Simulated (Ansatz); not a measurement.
# Ti: energy above lowest point against volume scale

Free energy against uniform scaling of the volume at fixed shape and fractions; periodic cell, basis, potentials, k mesh and filling as listed. The results are calculated, by Ansatz 0.2.0.

The cell before it is scaled or strained (space group P6/mmm, No. 191):
```
CELL_PARAMETERS angstrom
4.60000 0.00000 0.00000
-2.30000 3.98370 0.00000
0.00000 0.00000 2.82000
ATOMIC_POSITIONS crystal
Ti 0.00000 0.00000 0.00000
Ti 0.33333 0.66667 0.50000
Ti 0.66667 0.33333 0.50000
```

Settings of every row: functional LDA; dispersion none; potentials all-electron LAPW; k mesh 7x7x10; k shift 0x0x0; occupations methfessel paxton; smearing width 0.1 eV; spin none.

Limits: coarse k mesh, up to 40 meV an atom off.

```csv
row,volume scale,V (Å³/atom),energy above lowest point (meV/atom)
1,0.92,15.847,0
2,0.96,16.536,11
3,1,17.226,?
4,1.04,17.915,88.8
5,1.08,18.604,149.1
```

Question: what energy above lowest point should row 3 give?

Worked fit of energy above lowest point. Take u = (V_r/V)^(2/3) − 1 with V_r = 17.226 Å³ an atom, which is twice the finite (Eulerian) strain; such expansions in the strain, on which the Birch-Murnaghan equation of state is built, carry the rest volume and the bulk modulus. The shown rows have u = 0.0572, 0.02763, -0.02581, -0.05001. Least squares give energy above lowest point = 41.84 − 1484.4 × u + 13179 × u² meV/atom; a straight line predicts inner rows, each left out in turn, worse (root mean square 22 against 0.31 meV/atom). The rows lie off it by -0.1, 0.1, -0.1, 0.1. Its lowest point lies at u = 0.0563, or V = 15.87 Å³ an atom, and the curvature there gives the bulk modulus at fixed shape and fractions, B = (4/9)(1 + u)² E″(u)/V = 132 GPa. Letting shape and atoms relax would as a rule lower it, by much in layered, chain or molecular crystals. The withheld row has u = 0, so the fit gives 41.84 − 1484.4 × (0) + 13179 × (0)² = 41.8 meV/atom.

The calculation gave 41.8 meV/atom. The fit meets it to the printed digit.
